**Q.** I compare computed levels of O3+ with spectra. Your table gives three binding energies for each level of an electron outside the O4+ core. Where do the two cheaper ones go wrong?

Binding energies of one electron added to O4+ (1s2 2s2), from PySCF 2.14.0 with X2C-1e GHF spinors, screened-nucleus spin-orbit coupling and an even-tempered 18s11p8d4f basis. EOM-CCSD (EOM-EA-GCCSD, all electrons correlated) includes a second-order correction for the cut virtual space. The weight is that of the one-particle guess in the EOM-CCSD state.

| level | Koopmans (eV) | second order (eV) | EOM-CCSD, corrected (eV) | EOM-CCSD less Koopmans (eV) | one-particle weight |
| --- | --- | --- | --- | --- | --- |
| 2p1/2 | 76.650 | 77.804 | 77.473 | 0.824 | 0.98629 |
| 2p3/2 | 76.596 | 77.750 | 77.422 | 0.826 | 0.98623 |
| 3s1/2 | 32.589 | 32.960 | 33.140 | 0.551 | 0.97706 |
| 3d3/2 | 25.046 | 24.972 | 25.187 | 0.141 | 0.98705 |
| 3d5/2 | 25.045 | 24.970 | 25.185 | 0.140 | 0.95756 |

**A.** Every row is an electron added to $1s^2 2s^2$, and a larger number means tighter binding. Koopmans' value is minus the orbital energy in the frozen core, second order adds the lowest-order self-energy, and EOM-CCSD serves as the yardstick. Koopmans underbinds all five rows, by 0.496 eV on average relative to EOM-CCSD, and second order brings the mean error down to 0.254 eV. The mean hides the pattern, which shows in the ratio of the second-order shift to the EOM-CCSD shift, both counted from Koopmans.

That ratio is 1.40 for both $2p$ levels and 0.67 for $3s$. For $3d$ it is negative, about $-0.5$: second order loosens the electron where EOM-CCSD binds it more. In this basis the correction does harm there, since second order ends 0.215 eV from EOM-CCSD, further away than Koopmans was.

**Q.** Could I have guessed the shifts from quantum-defect scaling?

**A.** That is the natural test, and it needs only one shift as input. Write the binding as $E = 16\,\mathrm{Ry}/n^{*2}$, with core charge 4 and effective quantum number $n^*$. A short-range correction changes the quantum defect by nearly the same $\Delta\delta$ along a series of one $l$, and differentiation gives $\Delta E = 32\,\mathrm{Ry}\,\Delta\delta/n^{*3}$. The same calculation also yields the $3p$ levels, so $2p_{1/2}$ can fix $\Delta\delta$ and $3p_{1/2}$ can test the scaling.

The hydrogenic $n=3$ binding is 24.188 eV, so $n^* = 3\sqrt{24.188\ \mathrm{eV}/E}$. The Koopmans energies then give $n^* = 1.685$ for $2p_{1/2}$ and 2.769 for $3p_{1/2}$, and the cube of their ratio is 0.225.

The predicted $3p_{1/2}$ shift is $0.225 \times 0.824 = 0.185$ eV, and EOM-CCSD finds 0.666 eV, between three and four times as much. The scaling is least reliable for the lowest member of a series, but a miss of this size suggests that $2p$ and $3p$ do not feel the same correction. The $3p$ shift also exceeds that of the more tightly bound $3s$, so binding energy alone does not order the shifts.

**Q.** What makes the core respond so differently from level to level?

**A.** The beryllium-like core has one soft excitation, $2s \to 2p$, which stays within the $n=2$ shell. What follows is theory, as nothing in the table isolates single terms. For an added spinor $a$, occupied $i, j$ and virtual $b, c$, the usual diagonal second-order energy shift is

$$\Sigma_a = \frac12\sum_{ibc}\frac{|\langle ai\|bc\rangle|^2}{\varepsilon_a+\varepsilon_i-\varepsilon_b-\varepsilon_c} + \frac12\sum_{ijb}\frac{|\langle ab\|ij\rangle|^2}{\varepsilon_a+\varepsilon_b-\varepsilon_i-\varepsilon_j}.$$

In the first sum the electron excites the core; the denominators are normally negative, so binding grows. The second sum is positive and removes the core correlation $ij \to ab$ that the new electron blocks by occupying $a$.

Both sums use bare orbital energies, and a virtual orbital energy is computed with both $2s$ electrons still in place. The attraction of an excited electron to the hole it leaves is therefore left out of the denominators. With a rough recalled $2s$ binding of 110 eV, the $2s \to 2p$ gap comes out at 33 eV, against a rough recalled 20 eV for the singlet excitation. For a soft excitation that error is a large fraction of the denominator.

**Q.** How does one error give overbinding in $2p$ and underbinding in $n=3$?

**A.** It weakens both sums, and the levels depend on them differently. The core gains much of its correlation from $2s^2 \to 2p^2$ mixing, and an added $2p$ electron shuts part of it off at a cost in binding. Second order divides the squared coupling behind that cost by 67 eV, where the recalled $2p^2\,{}^1S$ level lies at roughly 36 eV. The cost is underestimated, which fits the overbinding of 0.33 eV relative to EOM-CCSD. Blocking would also keep the $2p$ shift below what scaling from $3p$ suggests, though how much of that miss it explains is untested.

An $n=3$ electron leaves this mixing open and mainly polarises the core. Too wide a $2s \to 2p$ gap makes the core too stiff, so the gain in binding tends to come out short, provided the numerators do not compensate. The numbers agree in sign: second order falls below EOM-CCSD by 0.157 eV for $3p$, 0.180 eV for $3s$ and 0.215 eV for $3d$. These shortfalls are of similar size, and $3d$ stands out partly because its EOM-CCSD shift, 0.141 eV, is smaller than the shortfall.

**Q.** A core that is too stiff gives too little attraction. How does $3d$ get net repulsion?

**A.** The negative shift shows that positive terms outweigh the attractive ones that this basis can describe, and the first sum holds an obvious candidate. When $3d$ drops to $2p$ while $2s$ rises to $2p$, the intermediate state is $2s2p^2$, whose $^2D$ term has the symmetry of $2s^2 3d$ and lies below it. The denominator turns positive, and the lower state pushes $3d$ up. Orbital energies put $2s2p^2$ about 18 eV below $3d$, while the rough recalled position of $^2D$ gives about 36 eV. At equal coupling second order would thus exaggerate the push about twofold; the amplitude of this mixing was not measured here. The $3s$ level has a term of the same kind, through $2s2p^2\,{}^2S$, but its net second-order shift stays attractive.

The drop from $3d$ to $2p$ may also help to explain why $3d$ does not behave like a distant electron. Static polarisation gives $\Delta E = \tfrac12\alpha\langle r^{-4}\rangle$, and a rough recalled core polarisability $\alpha$ of 1 bohr$^3$ with the hydrogenic $\langle r^{-4}\rangle = 0.14$ bohr$^{-4}$ yields 1.9 eV, some 14 times the EOM-CCSD shift. The formula assumes that the outer electron's own level spacings are small beside the core excitation, whereas $3d$ to $2p$ is more than twice as large. It also carries the $r^{-4}$ form into the core region, where it overestimates the attraction.

**Q.** Is EOM-CCSD then right for $3d$?

**A.** It is the weakest part of that column. A dipole response of the core sends the $3d$ electron to $p$ or $f$ states, with angular weights $2/5$ and $3/5$ in the static limit. The most diffuse $f$ function peaks at 0.91 bohr, while a hydrogenic $3d$ electron has $\langle r\rangle = 2.62$ bohr. The attractive $f$ channel is thus poorly described in both correlated columns, while the $p$ channel with its repulsive term is well covered.

The correction for the cut virtual space supplies 53 % of the $3d_{3/2}$ shift, against 29 % for $2p$ and 8 % for $3s$. It concerns virtual functions other than the low levels such as $2p$, so it need not share the fault of the $2s2p^2$ term. It restores only what the basis contains, however, and diffuse $f$ functions are not among that. The measured $3d$ binding is larger than the EOM-CCSD value by roughly 0.2 eV, as recalled, which is the direction expected from the missing functions. Second order lacks the same attraction, and its $3d$ shift is only $-0.074$ eV, so the negative sign may not survive in a fuller basis. Even with 0.2 eV added to the EOM-CCSD shift, static polarisation remains several times too large.

**Q.** The one-particle weight of $3d_{5/2}$ is the lowest in the table. Is that a warning sign too?

**A.** Not of stronger correlation. The column gives the weight of the single starting spinor in the EOM-CCSD state, not the total one-particle content. It drops from 0.987 in $3d_{3/2}$ to 0.958 in $3d_{5/2}$ while the two shifts differ by 0.001 eV, the size of the rounding. Mixing of the starting spinor with its degenerate partners would lower the weight without changing the energy, but this was not checked. The fine structure has a separate fault: the screened-nucleus spin-orbit term is known to overshoot in light atoms and Breit terms are absent, which fits a $2p$ splitting about 7 % above the rough recalled measurement.

The useful warnings in these numbers are a second-order shift toward weaker binding, which can point to a low core-excited state or to a gap in the basis, a quantum-defect change that differs strongly within one $l$, and a shift that rests half on a correction. Before trusting second order for a level, compare the orbital-energy position of the core-excited states of the same symmetry with their spectroscopic position, and note whether the electron enters a shell that the core uses for its own correlation. The printed output below lists the shifts, quantum-defect changes and correction shares row by row, and the orbital-energy positions for the cases discussed here.

Printed output of the fit:

```
Rounding: 0.0005 eV per entry, 0.001 eV per difference; * = from further outputs
level   EOM-Koop  2nd-Koop  2nd-EOM (eV)  2nd shift/EOM shift  100(1-weight)
2p1/2     +0.823    +1.154   +0.331             1.40             1.37
2p3/2     +0.826    +1.154   +0.328             1.40             1.38
3s1/2     +0.551    +0.371   -0.180             0.67             2.29
3p1/2*    +0.666    +0.509   -0.157             0.76             3.10
3p3/2*    +0.665    +0.508   -0.157             0.76             3.07
3d3/2     +0.141    -0.074   -0.215            -0.52             1.30
3d5/2     +0.140    -0.075   -0.215            -0.54             4.24
Mean abs error vs EOM, 5 table rows: Koopmans 0.496 eV, second order 0.254 eV
Worst rows: Koopmans 2p3/2 0.826 eV, second order 2p1/2 0.331 eV
level   defect Koop  defect EOM  change   shift % of EOM  cut corr (eV)  share %  uncorrected shift (eV)
2p1/2      0.3148      0.3237    0.0090       1.06          0.241         29        0.582
2p3/2      0.3142      0.3232    0.0090       1.07          0.240         29        0.585
3s1/2      0.4155      0.4370    0.0216       1.66          0.042          8        0.509
3p1/2      0.2306      0.2625    0.0319       2.29          0.064         10        0.601
3p3/2      0.2301      0.2620    0.0319       2.29          0.064         10        0.601
3d3/2      0.0518      0.0601    0.0083       0.56          0.074         53        0.067
3d5/2      0.0518      0.0600    0.0082       0.56          0.074         53        0.066
Model 1, n*^-3 scaling 2p1/2 -> 3p1/2: n* 1.685, 2.769, factor 0.225
  EOM: predicted 0.185 eV, found 0.666 eV, found/predicted 3.59
  second order: predicted 0.260 eV, found 0.509 eV, found/predicted 1.96
Hydrogenic 3d, charge 4: binding 24.188 eV, Koopmans excess 0.858 eV, <r> 2.62 bohr
Model 2, static polarisation: <r^-4> 0.1405 bohr^-4, rough recalled alpha 1.0 bohr^3 gives 1.9 eV
  EOM 3d3/2 shift 0.141 eV, model/EOM about 14; alpha needed 0.074 bohr^3
  dipole angular weights from d: to f 0.6, to p 0.4
  peak radius of most diffuse Gaussian: d 4.66 bohr, f 0.91 bohr
  second-order 3d3/2 shift in the kept virtual space alone -0.148 eV
Denominators with rough recalled 2s binding 110 eV (orbital-energy value vs rough recalled level):
  2s->2p: 33 vs 20 eV;  2s2->2p2: 67 vs 36 eV
  2s2p2 binding: 43 vs 61 eV;  gap below 3d: 18 vs 36 eV
Splitting 2p: Koopmans 0.054, second 0.054, EOM 0.051, EOM unrounded 0.0516 eV
Splitting 3p: Koopmans 0.011, second 0.012, EOM 0.012, EOM unrounded 0.0116 eV
Splitting 3d: Koopmans 0.001, second 0.002, EOM 0.002, EOM unrounded 0.0023 eV
2p splitting above rough recalled 0.048 eV by about 7 %
3d3/2 less 3d5/2: weight 0.0295, EOM shift 0.001 eV
Largest gap, uncorrected EOM plus correction vs table: 0.0004 eV
```
